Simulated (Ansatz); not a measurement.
# BN at 9 GPa: from Born charge to LO–TO splitting and polaron coupling

These are results of Ansatz 0.2.0, DFT LDA, scalar-relativistic, plane waves, PAW, not measurements. Plane waves to 420 eV; Γ-centred k mesh 12×12×12; fixed occupations. No spin polarisation. Phonons by linear response, acoustic sum rule imposed.

The cell, relaxed at 9 GPa:
```xyz
2
Lattice="0.0000 1.7775 1.7775 1.7775 0.0000 1.7775 1.7775 1.7775 0.0000" Properties=species:S:1:pos:R:3 pbc="T T T"
B     0.0000    0.0000    0.0000
N     2.6662    2.6662    2.6662
```

Linear response gives ν_TO = 1096.7 cm⁻¹, Born charges ±1.868 e (positive on B) and ε∞ = 4.547. The primitive cell holds 11.232 Å³, and the masses are 10.810 and 14.007 amu.

Question: Find ν_LO and the static dielectric constant.

Answer: The long-wave field adds a restoring force: ω_LO² − ω_TO² = Z*²e²/(ε_vac ε∞ μV). In these units ν_LO² − ν_TO² = 4.92064×10⁷ Z*²/(μ V ε∞) cm⁻², with μ = m₁m₂/(m₁ + m₂) = 6.101 amu: 550986 cm⁻². So ν_LO = √(1096.7² + 550986) = 1324.3 cm⁻¹, and the run gives 1324.3. Lyddane–Sachs–Teller then gives ε0 = ε∞ (ν_LO/ν_TO)² = 6.63, against 6.63 in the run (it forms both from the same three quantities, so the match checks the arithmetic only). Between ν_TO and ν_LO the dielectric function is negative and an undamped crystal reflects fully: a reststrahlen band from 7.6 to 9.1 μm.

Question: What do the Clausius–Mossotti polarisability and the Szigeti charge come to?

Answer: With the Lorentz local field, α = (3V/4π)(ε∞ − 1)/(ε∞ + 2) = 1.45 Å³ for the pair, and e_S = 3Z*/(ε∞ + 2) = 0.86 e. The Born charge includes the electrons' response to the dipole's own local field, and e_S takes that enhancement out. The Lorentz field assumes point-like polarisable ions, a poor picture once ε∞ is this large, since the electron clouds then overlap or are shared, so both numbers are formal here.

Question: How strongly does a slow electron couple to the LO mode?

Answer: For one isotropic parabolic band, Fröhlich's constant is α_F = (1/ε∞ − 1/ε0) √(m* Ry/ħω_LO), with Ry = 13.606 eV, ħω_LO = 164.2 meV and m* in free-electron masses: α_F = 0.0691 × 9.10 × √m* = 0.63 √m*. The band mass isn't part of this run; for m* = 0.1, 0.3 and 1 it gives 0.20, 0.34, 0.63. In weak coupling the polaron lies α_F ħω_LO below the band edge (57 meV at m* = 0.3) with a mass m*(1 + α_F/6); past α_F of about 5 or 6 that expansion fails. A semilocal functional's ε∞ tends to be too large, which taken alone lowers α_F.

Cost: 1 run of about 0.2 core-minutes, on Intel Xeon Platinum 8259CL (Skylake/Cascade Lake) (shared hosts).

The numbers describe a stiff, polar covalent crystal whose wide LO–TO splitting goes with only modest lattice screening. Short sp³ bonds between light atoms put the TO mode at 1096.7 cm⁻¹. The Born charge of 1.868 e measures how polarisation changes as the sublattices move, including charge shifted along the bonds, and so is not a static ionic charge on boron.

The small reduced mass enlarges the splitting, but it cancels from the lattice part of the static dielectric constant, which depends on the Born charge, the cell volume and the short-range force constant. That stiff restoring force keeps the ionic displacement in a static field small, so ε0 rises only to 6.63 from 4.547. The same limited ionic screening, together with the high LO energy, keeps the Fröhlich coupling weak for all three trial masses. For real carriers this is an estimate, since cubic BN has anisotropic conduction valleys and a degenerate valence-band top. Weak polar coupling also doesn't imply weak scattering overall, as deformation-potential and intervalley processes lie outside the Fröhlich constant.
